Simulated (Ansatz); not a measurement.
# TePb: the change of phonon entropy and phonon heat capacity with temperature

Harmonic phonon free energy (zero-point part included), entropy and heat capacity at constant volume from interpolated force constants; periodic cell, basis, potentials, k mesh and filling as listed. The results are calculated, by Ansatz 0.2.0.

Structure of every row (space group Fm-3m, No. 225):
```
TePb
1.0
      0.0000     3.2310     3.2310
      3.2310     0.0000     3.2310
      3.2310     3.2310     0.0000
Te Pb
1 1
Direct
  0.50000 0.50000 0.50000
  0.00000 0.00000 0.00000
```

Settings of every row: functional PBE; dispersion none; potentials PAW; wave cutoff 420 eV; density cutoff 1680 eV; k mesh 6x6x6; k shift 0x0x0; occupations fixed; smearing width 0 eV; spin none; phonon method finite displacements; phonon supercell 2x2x2; dipole term of polar modes left out.

Limits: coarse k mesh, up to 40 meV an atom off; no field term in a polar crystal; volume not checked for rest; no spin-orbit coupling, which can matter with elements this heavy.

| row | temperature (K) | phonon entropy (k_B/atom) | phonon heat capacity (k_B/atom) | phonon free energy (meV/atom) |
| --- | --- | --- | --- | --- |
| 1 | 200 | 5.298 | 2.934 | -38.46 |
| 2 | 300 | 6.496 | 2.97 | -89.61 |
| 3 | 400 | 7.352 | 2.983 | -149.45 |
| 4 | 500 | 8.019 | 2.989 | -215.79 |
| 5 | 600 | ? | ? | ? |

Question: what phonon entropy and phonon heat capacity should row 5 give?

Worked fit of phonon entropy. Entropy rises as the heat capacity times the change of ln T, so take t = ln(T / 300 K). The shown rows have t = -0.4055, 0, 0.2877, 0.5108. Least squares give phonon entropy = 6.496 + 2.9665 × t + 0.0295 × t² k_B/atom; a straight line predicts inner rows, each left out in turn, worse (root mean square 0.0039 against 0.00012 k_B/atom). All shown rows lie on it to the printed digit. The slope at t = 0, 2.97 k_B/atom, estimates the heat capacity at 300 K. The withheld row has t = 0.6931, so the fit gives 6.496 + 2.9665 × (0.6931) + 0.0295 × (0.6931)² = 8.566 k_B/atom.

The calculation gave 8.564 k_B/atom. The fit lies 0.002 k_B/atom (0.061 % of the column's range) above it; its largest miss of a shown row is 0.000 k_B/atom. This row lies beyond the range of the fit.

Worked fit of phonon heat capacity. At high temperature a harmonic heat capacity falls short of its limit by a term in 1/T², so take t = (100 K / T)². The shown rows have t = 0.25, 0.11111, 0.0625, 0.04. Least squares give phonon heat capacity = 2.9999 − 0.273 × t + 0.038 × t² k_B/atom; a straight line predicts inner rows, each left out in turn, worse (root mean square 0.00024 against 9.6e-05 k_B/atom). All shown rows lie on it to the printed digit. The constant, 2.9999 k_B/atom, is to be held against the harmonic limit of 3 k_B an atom. The withheld row has t = 0.02778, so the fit gives 2.9999 − 0.273 × (0.02778) + 0.038 × (0.02778)² = 2.992 k_B/atom.

The calculation gave 2.992 k_B/atom. The fit meets it to the printed digit. This row lies beyond the range of the fit.

The other values of row 5: phonon free energy -287.31 meV/atom.
